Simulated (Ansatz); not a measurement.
MoPt: pressure and energy above lowest point against volume scale

Free energy against uniform scaling of the volume at fixed shape and fractions; periodic cell, basis, potentials, k mesh and filling as listed. The results are calculated, by Ansatz 0.2.0.

The cell before it is scaled or strained (space group Pmma, No. 51):
```
MoPt
1.0
      4.4766     0.0000     0.0000
      0.0000     2.7337     0.0000
      0.0000     0.0000     4.9584
Mo Pt
2 2
Direct
  0.25000 0.00000 0.16175
  0.75000 0.00000 0.83825
  0.25000 0.50000 0.66273
  0.75000 0.50000 0.33727
```

Settings of every row: functional PBEsol; dispersion none; potentials PAW; wave cutoff 500 eV; density cutoff 2000 eV; k mesh 5x8x5; k shift 0x0x0; occupations fermi dirac; smearing width 0.1 eV; spin none.

Limits: coarse k mesh, up to 40 meV an atom off; no spin-orbit coupling, which can matter with elements this heavy; the cell comes from a prototype or a list of computed structures and needn't be the stable phase.

| row | volume scale | V (Å³/atom) | pressure (GPa) | energy above lowest point (meV/atom) |
| --- | --- | --- | --- | --- |
| 1 | 0.92 | 13.956 | 22.79 | 61.1 |
| 2 | 0.9467 | 14.361 | 11.84 | 17.8 |
| 3 | 0.9733 | 14.765 | 2.49 | 0 |
| 4 | 1 | 15.17 | -5.5 | 4.1 |
| 5 | 1.0267 | 15.575 | ? | ? |
| 6 | 1.0533 | 15.978 | -18.12 | 65.4 |
| 7 | 1.08 | 16.383 | -23.05 | 117.6 |

Question: what pressure and energy above lowest point should row 5 give?

Worked fit of pressure. Take u = (V_r/V)^(2/3) − 1 with V_r = 14.968 Å³ an atom, which is twice the finite (Eulerian) strain; such expansions in the strain, on which the Birch-Murnaghan equation of state is built, carry the rest volume and the bulk modulus. The shown rows have u = 0.04778, 0.02798, 0.00914, -0.0089, -0.0426, -0.05844. Least squares give pressure = −1.671 + 443.13 × u + 1387.4 × u² + 1111 × u³ GPa; a parabola predicts inner rows, each left out in turn, worse (root mean square 0.051 against 0.0094 GPa). The rows lie off it by 0.00, 0.00, -0.01, 0.01, 0.00, 0.00. The pressure vanishes at u = 0.0037, or V = 14.88 Å³ an atom, and there the bulk modulus at fixed shape and fractions is B = −V dP/dV = (2/3)(1 + u) dP/du = 303 GPa. Letting shape and atoms relax would as a rule lower it, by much in layered, chain or molecular crystals. The withheld row has u = -0.02615, so the fit gives −1.671 + 443.13 × (-0.02615) + 1387.4 × (-0.02615)² + 1111 × (-0.02615)³ = -12.33 GPa.

The calculation gave -12.32 GPa. The fit lies 0.01 GPa (0.022 % of the column's range) below it, one unit of the last digit.

Worked fit of energy above lowest point. Take u = (V_r/V)^(2/3) − 1 with V_r = 14.968 Å³ an atom, which is twice the finite (Eulerian) strain; such expansions in the strain, on which the Birch-Murnaghan equation of state is built, carry the rest volume and the bulk modulus. The shown rows have u = 0.04778, 0.02798, 0.00914, -0.0089, -0.0426, -0.05844. Least squares give energy above lowest point = −0.44 − 235 × u + 31282 × u² + 12567 × u³ meV/atom; a parabola predicts inner rows, each left out in turn, worse (root mean square 0.56 against 0.081 meV/atom). All shown rows lie on it to the printed digit. Its lowest point lies at u = 0.0037, or V = 14.88 Å³ an atom, and the curvature there gives the bulk modulus at fixed shape and fractions, B = (4/9)(1 + u)² E″(u)/V = 303 GPa. Letting shape and atoms relax would as a rule lower it, by much in layered, chain or molecular crystals. The withheld row has u = -0.02615, so the fit gives −0.44 − 235 × (-0.02615) + 31282 × (-0.02615)² + 12567 × (-0.02615)³ = 26.9 meV/atom.

The calculation gave 26.8 meV/atom. The fit lies 0.1 meV/atom (0.085 % of the column's range) above it, one unit of the last digit.
